## Phaseless AFQMC misses by ten error bars and MP2 is spot on. Which number should I distrust?

I computed the atomization energy of CH₂Cu at several levels and compared them with a released AFQMC walk in the same basis. A positive error means that the molecule is bound too strongly.

Errors in the atomization energy of CH₂Cu (neutral doublet, PBE0/def2-TZVP geometry), without zero-point energy; positive values mean overbinding. All levels use the def2-SVP basis, a UHF determinant for the molecule, frozen noble-gas cores and no relativistic terms. AFQMC was run with the in-house program afq 1, the other levels with Ansatz 0.2.0.

```csv
level,"this level less the reference (released AFQMC, same basis) (meV)","statistical noise, one standard error (meV)"
HF,-2765.0,0.00
MP2,-2.0,0.00
CCSD,-183.0,0.00
CCSD(T),-37.0,0.00
CCSDT,0.0,0.00
CCSDT(Q),6.0,0.00
ph-AFQMC/HF,433.0,42.00
free AFQMC,-11.0,18.00
```

I had expected phaseless AFQMC to be among the best methods here, and its error bar looked respectable. MP2 was only meant as a cheap first look at a copper compound. Is the Monte Carlo run just unlucky, and may I use MP2 instead? And how could I have noticed the trouble without the reference?

### Answer

Distrust both. The phaseless run has a bias that its error bar doesn't measure, and MP2 owes its good result to two large errors of opposite sign. You can see the first by looking at the molecule and the atoms separately, and the second by going one level further.

An atomization energy is a difference, $D = E_\text{atoms} - E_\text{molecule}$, so its error is

$$\delta D = \delta E_\text{atoms} - \delta E_\text{molecule}.$$

A method may be wrong in both totals and still give a good $D$, provided that the two errors are alike. The output below this answer splits every level in this way, with CCSDT(Q) as the yardstick. The energy of the atoms follows from adding $D$ to the molecular energy.

**Where the phaseless run goes wrong**

The phaseless run puts the molecule 259 meV too low and the atoms 168 meV too high. Instead of cancelling, the two errors add up to 427 meV of excess binding. The yardstick itself lies 6 meV above the reference, which gives the 433 meV of the table. Bad luck is a poor explanation. The output holds no reblocking data to confirm the error bar, but even if the true noise were twice the quoted bar, the miss would still be about five bars.

The likely cause is the constraint that gives the method its name. AFQMC replaces the repulsion between electrons by random fields, in which a population of Slater determinants moves independently. Their weights are complex numbers, and as the walk goes on the phases spread until the contributions cancel and the signal drowns in noise. The phaseless constraint prevents this by comparing each walker with a trial wavefunction. It reduces the weight of a walker whose overlap with the trial turns in phase, and removes the walker if the turn is too large.

With an exact trial wavefunction this would do no harm. Here the trial is a single Hartree-Fock determinant, which knows nothing of how electrons of opposite spin in copper's crowded 3d shell avoid one another. The constraint then suppresses some walkers that it should keep, and the walk settles on a slightly wrong state. The resulting energy isn't an upper bound, so it can fall below the true value as well as lie above it. Longer sampling shrinks the error bar around this biased energy and leaves the bias where it is.

The free run supports this reading. Without the constraint, the molecular energy comes out 252 meV higher, with a noise of 35 meV on the difference, and close to CCSDT(Q). The energy of the free run was still falling at the end, by 16 meV over the last interval, which is within its noise and far too little to reach the phaseless value. The comparison isn't a clean test, however, because the free run also used a better trial and a better starting state.

**Why MP2 looks perfect**

It helps to know first how much is at stake. Hartree-Fock, which has no correlation between electrons of opposite spin, loses about a quarter of the binding, or 2.8 eV. The separate atoms have five unpaired electrons and the molecule has one, so binding creates two net new pairs. At roughly 1.1 eV a pair, as in H₂, that makes 2.2 eV, which is the right size but somewhat low.

MP2 supplies this correlation in the simplest way. It lets each pair of electrons avoid each other as if the other pairs weren't there. In a compact, filled d shell the pairs do get in each other's way, and treating them as independent tends to overcount the correlation. CCSD lets the pairs influence one another. Going from MP2 to CCSD raises the energy of the molecule by 502 meV and that of the atoms by 321 meV, so the binding drops by 181 meV.

CCSD, for its part, lacks the connected motion of three electrons, in which a third electron responds while two others avoid each other. Full triples (CCSDT) lower the molecule by 511 meV and the atoms by 328 meV. The binding rises by 183 meV and is back where MP2 had it.

On balance, MP2 thus makes two errors, overcounted pairs and absent triples, and in this binding energy they happen to be equally large. They nearly cancel in the molecule and again in the sum of the atoms, so even these energies look good. The sum probably hides a further cancellation, because MP2 usually finds too little correlation in a light atom such as carbon and too much in copper. Nothing in the theory ties the size of one error to that of the other. A different metal or a different bond may upset the balance.

**Why the error of CCSD doesn't cancel**

One might hope that CCSD loses the same share of the correlation energy everywhere. That can be tested without fitting anything. In the atoms, CCSD lacks 0.271 eV of a correlation energy of 9.01 eV, a share of 3.0%. Correlation contributes 2.77 eV to the binding, so an equal share would cost

$$0.030 \times 2.77\ \text{eV} \approx 0.083\ \text{eV}.$$

The computed loss, again measured from CCSDT(Q), is 0.189 eV, more than twice as much. CCSD therefore lacks nearly 7% of the correlation that comes with binding, against 3% in the atoms. A plausible reason, which these runs don't test, is that the electrons of the new bonds share space with each other and with the d shell, so there are more occasions for a third electron to respond. The simple estimate gives the sign and the order of magnitude, but it underrates triples just where bonds form.

**What you could have seen without the reference**

Look at how far the binding moves from one level to the next. From CCSD to CCSD(T) it changes by 146 meV, then by 37 meV to CCSDT, and by only 6 meV to CCSDT(Q). Such shrinking steps suggest that the binding energy is settling, although the last one looks better than it is: the quadruples raise the molecule by 51 meV and the atoms by 57 meV, and most of this cancels. MP2 shows no such sign, since the very next level moves the result by 181 meV.

These steps don't depend on the reference, and that matters here. The released walk was accepted as a reference only because it agreed with CCSDT(Q) to within a few tens of meV, so their closeness in the table is partly a matter of selection. For the same reason, MP2, CCSDT, CCSDT(Q) and free AFQMC shouldn't be ranked by their last few meV. Nor does their agreement promise the measured binding energy: the basis is small, the outer core of copper is frozen and relativity is left out.

For the phaseless run, the corresponding check is to compare the molecule and the atoms with coupled cluster one at a time, before taking the difference. The question still open is how much of the bias comes from the trial wavefunction. To find out, keep the constraint, replace the single determinant by a correlated trial, and repeat the molecule and each atom. If both totals move towards the coupled-cluster values, the trial was to blame; if they stay put, look at the time step and the control of the walker population.

Output of the analysis:

```
Deviation from CCSDT(Q) in meV:
          row  molecule  sum of atoms (implied)  binding
           HF     11781                    9010    -2771
          MP2     -42.4                   -50.4       -8
         CCSD     459.7                   270.7     -189
      CCSD(T)     -25.3                   -68.3      -43
        CCSDT     -50.9                   -56.9       -6
     CCSDT(Q)         0                       0        0
  ph-AFQMC/HF    -258.7                   168.3      427
   free AFQMC      -7.1                   -24.1      -17
HF, share of the reference binding that is lost (%): 26.39
HF, rough estimate of lost binding from two net new pairs (eV): 2.2
Binding, step from MP2 to CCSD (meV): -181
Binding, step from CCSD to CCSDT (meV): 183
Molecular energy, step from MP2 to CCSD (meV): 502.1
Molecular energy, step from CCSD to CCSDT (meV): -510.6
Energy of the atoms, step from MP2 to CCSD (meV): 321.1
Energy of the atoms, step from CCSD to CCSDT (meV): -327.6
CCSD, share of correlation energy missing in the atoms (%): 3.004
CCSD, share of correlation energy missing in the molecule (%): 3.902
CCSD, share missing in the correlation part of the binding (%): 6.821
CCSD, binding error against CCSDT(Q) from the equal-share model (meV): -83.25
CCSD, binding error against CCSDT(Q) as computed (meV): -189
Phaseless AFQMC, binding error from the equal-share model (meV): -51.76
Phaseless AFQMC, binding error in units of the combined noise: 10.22
Free AFQMC, size of binding error in units of the combined noise: 0.5835
Phaseless less free AFQMC, molecular energy (meV): -251.6
Noise of that difference (meV): 35
Phaseless AFQMC, noise left for the atoms if independent (meV): 28.8
Free AFQMC, change of molecular energy over the last interval (meV): -15.8
```
